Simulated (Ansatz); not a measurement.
## Ga: energy change per atom and pressure as volume scale varies

All results are calculated (Ansatz 0.2.0). Plane-wave DFT, scalar-relativistic PAW made under PBE with cores redone for the functional, no dispersion; the given relaxed cell is scaled uniformly, energy at zero smearing counts from the unscaled cell, pressure at the given Fermi-Dirac smearing is positive in compression.

The cell before it is scaled or strained (space group Fd-3m, No. 227):
```
CELL_PARAMETERS angstrom
0.00000 2.87870 2.87870
2.87870 0.00000 2.87870
2.87870 2.87870 0.00000
ATOMIC_POSITIONS crystal
Ga 0.12500 0.12500 0.12500
Ga 0.87500 0.87500 0.87500
```

Settings of every row: spin polarised no; functional PBEsol; wave cutoff 420 eV; smearing width 0.1 eV; k mesh 11x11x11.

Atom starting moment: 0 on all atoms.

Limits: the cell comes from a prototype or a list of computed structures and needn't be the stable phase.

```
row  volume scale  V (Å³/atom)  energy change per atom (meV)  pressure (GPa)
  1          0.88       20.993                         58.33            7.61
  2          0.92       21.947                             ?               ?
  3          0.96       22.901                          4.87            1.93
  4          1.04        24.81                          5.45           -1.57
  5          1.08       25.764                         18.87           -2.75
  6          1.12       26.718                         38.45           -3.68
```

Question: what energy change per atom and pressure should row 2 give?

Worked fit of energy change per atom. Take u = (V_r/V)^(2/3) − 1 with V_r = 24.81 Å³ an atom, which is twice the finite (Eulerian) strain; such expansions in the strain, on which the Birch-Murnaghan equation of state is built, carry the rest volume and the bulk modulus. The shown rows have u = 0.11781, 0.05483, 0, -0.02484, -0.04819. Least squares give energy change per atom = 4.909 − 370.341 × u + 6976.84 × u² meV; a straight line predicts inner rows, each left out in turn, worse (root mean square 23 against 1.2 meV). The rows lie off it by 0.22, -0.71, 0.54, 0.46, -0.51 (root mean square 0.51 meV). The withheld row has u = 0.08518, so the fit gives 4.909 − 370.341 × (0.08518) + 6976.84 × (0.08518)² = 23.98 meV.

The calculation gave 23.1 meV. The fit lies 0.88 meV (3.8 % of the value, 1.6 % of the column's range) above it; its largest miss of a shown row is 0.71 meV.

Worked fit of pressure. Take u = (V_r/V)^(2/3) − 1 with V_r = 24.81 Å³ an atom, which is twice the finite (Eulerian) strain; such expansions in the strain, on which the Birch-Murnaghan equation of state is built, carry the rest volume and the bulk modulus. The shown rows have u = 0.11781, 0.05483, 0, -0.02484, -0.04819. Least squares give pressure = −1.588 + 53.099 × u + 211.32 × u² GPa; a straight line predicts inner rows, each left out in turn, worse (root mean square 0.71 against 0.049 GPa). The rows lie off it by 0.01, -0.03, 0.02, 0.03, -0.02. The pressure vanishes at u = 0.0270, or V = 23.84 Å³ an atom, and there the bulk modulus at fixed shape and fractions is B = −V dP/dV = (2/3)(1 + u) dP/du = 44.2 GPa. The withheld row has u = 0.08518, so the fit gives −1.588 + 53.099 × (0.08518) + 211.32 × (0.08518)² = 4.47 GPa.

The calculation gave 4.44 GPa. The fit lies 0.03 GPa (0.27 % of the column's range) above it; its largest miss of a shown row is 0.03 GPa.
